**Problem: the magnetisability of CO₂ by hand**

Linear CO₂ was computed with B3LYP and gauge-including orbitals (GIAO) at one geometry, and only the basis set changes from row to row. The magnetisability is the mean of the tensor's three principal values, and the susceptibility χ is that mean per mole. For a linear molecule the anisotropy is the size of Δ = χ⊥ − χ∥, for a field across or along the axis. Below, χ and Δ are in units of 10⁻⁶ cm³/mol; a magnetisability of 10⁻³⁰ J/T² corresponds to 0.06022 of this unit.

Gas-phase CO₂ computed with PySCF 2.14.0 using B3LYP, density fitting and GIAOs, non-relativistic, at the PBE0-D3(BJ)/def2-SVP geometry without vibrational averaging. Magnetisability and molar susceptibility are isotropic means; the anisotropy is the root of half the summed squared differences of the principal values.

```
             level  magnetisability (1e-30 J/T^2)  magnetisability anisotropy (1e-30 J/T^2)  susceptibility (1e-6 cm^3/mol)
       B3LYP/3-21G                         -375.8                                     64.70                         -22.630
   B3LYP/def2-SVPD                         -371.8                                    100.10                         -22.390
     B3LYP/IGLO-II                         -368.7                                     93.60                         -22.200
B3LYP/6-31++G(d,p)                         -367.9                                    101.50                         -22.160
    B3LYP/cc-pCVDZ                         -367.6                                     82.90                         -22.140
    B3LYP/IGLO-III                         -365.6                                    105.40                         -22.020
```

**(a) Estimate χ from the atoms alone, and decide which quantity the estimate describes.**

*Solution.* A field sets the electrons circulating about its direction, and the induced moment grows with their squared distance from that line. With the field along the molecular axis z, symmetry forbids a paramagnetic term, so the Langevin formula is complete: χ∥ = −K⟨x² + y²⟩, summed over electrons. Here K = (μ₀/4π)N_A e²a₀²/4m = 1.188 per bohr². For spherical atoms on the axis, ⟨x² + y²⟩ = ⅔⟨r²⟩.

A Slater orbital of shell n and exponent ζ has ⟨r²⟩ = (2n+1)(2n+2)/4ζ². Slater's rules give carbon a core exponent 6 − 0.3 and a valence exponent (6 − 1.7 − 3 × 0.35)/2 = 1.625. Oxygen is treated alike and comes out more compact despite its extra electrons.

⟨r²⟩(C) = 2 × 3/5.7² + 4 × 7.5/1.625² = 11.55 bohr², ⟨r²⟩(O) = 8.80 bohr²

χ ≈ −⅔ × 1.188 × (11.55 + 2 × 8.80) ≈ −23.1

Nothing was fitted, and the result exceeds the tabulated susceptibility in size by only 2 to 5 %. It amounts to about one unit per electron, which gives the shortest rule, χ ≈ −22 for 22 electrons. That count is too small in size in every row, by at most 2.8 % of the computed value.

The derivation, however, was for χ∥, and there the Slater sum falls 8.5 to 12.6 % short of the computed component. The same calculations make the axis the most diamagnetic direction, so the mean is χ∥ + ⅔Δ with Δ positive. Averaged over the rows, the sum misses χ∥ by +2.85 and omits ⅔Δ = +3.67. Its success with the mean is a near cancellation of these two errors. The first error may lie with Slater's orbitals, if they are too compact, but no sum over accurate free atoms was made here to check this. The shortfall alone therefore does not show that bonding spreads the density away from the axis.

**(b) Build a rule for both components and apply it to 3-21G and IGLO-III.**

*Solution.* Across the axis the diamagnetic term, taken about carbon, is −K⟨y² + z²⟩, which is large because 16 electrons sit near oxygens at distance R. The traceless quadrupole moment in atomic units is Θ = 16R² − (⟨z²⟩ − ⟨x²⟩), so this term equals χ∥ − K(16R² − Θ). Electrons of separate neutral atoms would circulate about their own nuclei, and theory then requires a paramagnetic term of exactly 16KR² to remove the dependence on the origin. That piece is 91.2, or 90 % of the mean computed paramagnetic part (total less diamagnetic), and the excess is called P.

Δ = KΘ + P, χ = χ∥ + ⅔Δ

This split is an identity, so its holding in the calculations tests nothing. It does sort the physics: negative oxygens make Θ negative and lower Δ, while bonding that hinders free circulation across the axis raises it through P. P is the rotational g factor in other units, P = −g × 16KR²/g(nuclear), with g(nuclear) = 0.5038: in cc-pCVDZ, g = −0.04831 gives P = 8.75. This too is an identity, but it means that P can be taken from spectroscopy. A rule results when χ∥ and P are frozen. A factor 1.123 brings the Slater sum to the mean χ∥ of all six rows, −25.92, and the mean of P over the same rows is 9.71.

The remaining input is Θ, taken from the same calculation as each row, with K = 0.8833 per debye ångström. Both worked rows were part of the fit.

3-21G: Θ = −5.44, KΘ = −4.8, Δ = 4.9, χ = −25.92 + ⅔ × 4.9 = −22.65

IGLO-III: Θ = −4.47, KΘ = −3.95, Δ = 5.76, χ = −25.92 + ⅔ × 5.76 = −22.08

Both means lie within 0.3 % of the table, but these are the rule's two best rows; the other four miss by 0.7 to 1.0 %. The anisotropy fares far worse: it is 26 % too large for 3-21G and 9 % too small for IGLO-III, relative to the computed values. For 3-21G the frozen χ∥ is too strong and Δ too large, and the two errors offset in the mean.

**(c) How accurate is the rule over the table, and where does it stop applying?**

*Solution.* The root-mean-square error in χ is 0.7 %, against 1.4 % for the electron count. This is a small achievement, since the plain table mean scores 0.9 % and the rule is centred on that mean by construction. All errors refer to B3LYP values without vibrational averaging, and no row is shown to be converged in the basis; GIAOs remove the origin dependence but not the incompleteness.

The mean is easy to hit because each component changes by well under a tenth across the bases, and it helps that the parts move oppositely. On a line fitted to the six bases Δ rises by 1.83 for each unit that χ∥ becomes more negative, not far from the 1.5 that would hold χ fixed. One unit of that slope follows from the definition of Δ; the rest comes from χ⊥, which tends to weaken as χ∥ strengthens. That tendency separates 3-21G and cc-pCVDZ from the other four bases; among those four it is absent, and def2-SVPD has both the strongest χ∥ and the strongest χ⊥. In the table's units the mean spreads by only 10.2, against 40.7 for the anisotropy. As shares of their averages these are 2.8 % and 45 %, further apart because the anisotropy is itself only about a quarter of the mean. Agreement in χ says little about the tensor: cc-pCVDZ and 6-31++G(d,p) nearly coincide in magnetisability yet differ widely in anisotropy.

For the anisotropy the rule's error is, by construction, the departure of P from its average; in χ this can be masked, as it is for 3-21G. Its rms error in Δ is 0.71, against 0.84 for the plain average of Δ, so here too the gain is small. P is about 8.7 for 3-21G and cc-pCVDZ and 10.0 to 10.4 for the other four, and these two bases also give the weakest χ∥. By the formula in (a), a weak χ∥ is a density lying closer to the axis. Both bases are double-zeta in the valence shell without diffuse functions, which is the likely cause. That the same lack of flexibility lowers P is a guess.

One molecule cannot show that the two fitted constants transfer, so they belong to CO₂ at this level. The electron count has a range that the formula in (a) explains: it needs a mean ⟨r²⟩ of somewhat over one bohr² per electron, so compact atoms should make it overshoot and wide valence shells should make it undershoot. The share of core electrons is no guide by itself, since the outer shell carries most of ⟨r²⟩. Neither limit is tested here. It also presumes a closed shell with a modest P. For CO₂ the working rule is one unit per electron for the mean and one bohr from the axis per electron for χ∥ (−26.1, within 4 % of every row). Combined, the two give Δ ≈ 6.2, within about 10 % of the four more flexible bases but 24 % too large for cc-pCVDZ and 59 % too large for 3-21G. Since Δ = 1.5(χ − χ∥) is a small difference of two rough numbers, that agreement should not be expected beyond CO₂. The rule in (b), which needs a computed Θ, misses Δ by 5 to 11 % in those four bases and by up to 26 % overall.
